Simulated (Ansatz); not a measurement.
# Loss of H2: GaH3(SeH2) → GaH2(SeH) + H2

Species: GaH3(SeH2), singlet; GaH2(SeH), singlet; H2 (hydrogen), singlet. 

Shapes, held fixed at every level: PBE0-D4/def2-TZVP. Programs: Ansatz 0.2.0. The zero-point and thermal change to 298 K, harmonic and unscaled (PBE0-D4/def2-TZVP), is -6.8 kJ/mol.

Q: Estimate ΔH(298 K) of this reaction.

A: The highest level, CCSD(T)/def2-TZVPP, gives ΔH(298 K) = -57.6 kJ/mol; the levels span -62.9 to -51.8. The column of differences is taken from that level and isn't an error. No measured value is set beside it here. Relativity is left out for Ga, Se unless named. Correlated rows may include outer-core shells of Ga, Se, which these sets cover unevenly.

```
              level                   kind  ΔH(298 K) (kJ/mol)  less CCSD(T)/def2-TZVPP
        HF/def2-SVP           Hartree–Fock               -62.9                     -5.3
  PBE-D4/def2-TZVPP                    GGA               -55.5                     +2.1
B3LYP-D4/def2-TZVPP          global hybrid               -60.7                     -3.1
 PBE0-D4/def2-TZVPP          global hybrid               -54.8                     +2.8
      CCSD/def2-SVP  coupled cluster or CI               -51.8                     +5.8
    CCSD/def2-TZVPP  coupled cluster or CI               -57.1                     +0.5
 CCSD(T)/def2-TZVPP  coupled cluster or CI               -57.6                      0.0
```

Loss of H2 from the adduct is exothermic at every level, with CCSD(T) giving -57.6 kJ/mol. The driving force is the pairing of a hydridic hydrogen on gallium with a more protic one on selenium. The strong H–H bond and a covalent Ga–Se σ bond replace comparatively weak Ga–H and Se–H bonds and a soft dative Se→Ga interaction. Since one molecule becomes two, entropy should favour elimination further.

In the small basis, correlation makes the reaction less exothermic, from -62.9 to -51.8 kJ/mol between Hartree–Fock and CCSD, probably because the more compact adduct has more correlation energy to gain than the separated products. Enlarging the basis moves CCSD to -57.1 kJ/mol, a far larger shift than that from perturbative triples, so the remaining uncertainty probably lies more in the basis than in higher excitations. The exothermicity supports a thermodynamic preference for the selenolate and H2 over the intact adduct, but says nothing about the barrier to bringing the two hydrogens together.
